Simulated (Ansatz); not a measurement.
# The atomisation energy (no zero-point term) down a group: F to I

Gas-phase molecules, one atom swapped for its congeners: C2H3F3 (1,1,2-trifluoroethane) `FCC(F)F`; C2H3ClF2 `FCC(F)Cl`; C2H3BrF2 `FCC(F)Br`; C2H3F2I `FCC(F)I`. All are singlets with charge 0.

Shapes, held fixed at every level: PBE0-D4/def2-TZVP. Flexible molecules stand in one conformer, not always the lowest. Programs: Ansatz 0.2.0. Values in eV.

| level | C2H3F3 | C2H3ClF2 | C2H3BrF2 | C2H3F2I |
| --- | --- | --- | --- | --- |
| HF/def2-TZVPP | 22.78 | 21.63 | 21.05 | 20.51 |
| PBE-D4/def2-TZVPP | 33.31 | 31.76 | 31.16 | 30.68 |
| B3LYP-D4/def2-TZVPP | 32.03 | 30.47 | 29.89 | 29.41 |
| wB97M-V/def2-TZVPP | 32.25 | 30.76 | 30.07 | 29.52 |
| B2PLYP/def2-TZVPP | 31.82 | 30.25 | 29.67 | 29.16 |
| MP2/def2-TZVPP | 32.33 | 30.73 | 30.17 | 29.68 |
| CCSD(T)/def2-TZVPP | 31.31 | 29.78 | 29.24 | 28.74 |

At CCSD(T)/def2-TZVPP the atomisation energy falls at every step, from 31.31 to 28.74 eV. Every level shows the same order. For atoms past krypton def2 sets carry core potentials with scalar relativity. Relativity is left out for Br. Outer-core shells of Br, I are correlated in most correlated rows, in sets that cover them unevenly. Spin-orbit coupling, which grows down the group, is left out (summed over each molecule's free atoms 0.06, 0.08, 0.19, 0.35 eV). Coupled cluster in double- or triple-zeta sets underbinds by a few per cent against its basis-set limit.

The atomisation energies follow the weakening of the carbon-halogen bond from fluorine to iodine. As the rest of the molecule is nominally unchanged, the differences between columns mainly reflect that one bond. The halogen valence p orbitals become larger and more diffuse down the group and overlap less well with carbon, while falling electronegativity removes much of the bond's ionic stabilisation. The drop is largest from fluorine to chlorine at every level. Loss of the favourable interaction between two fluorines on the same carbon probably adds to this first step.

Hartree-Fock already gives the order, so the trend does not depend on correlation, but its totals are far too small because electron pairing in the bonds brings correlation energy that the separated atoms lack. Spin-orbit stabilisation of the free atoms would lower the iodide's value most, reinforcing the order rather than threatening it. The totals do not give individual carbon-halogen dissociation energies, which also depend on the electronic and structural relaxation of the radical left behind.
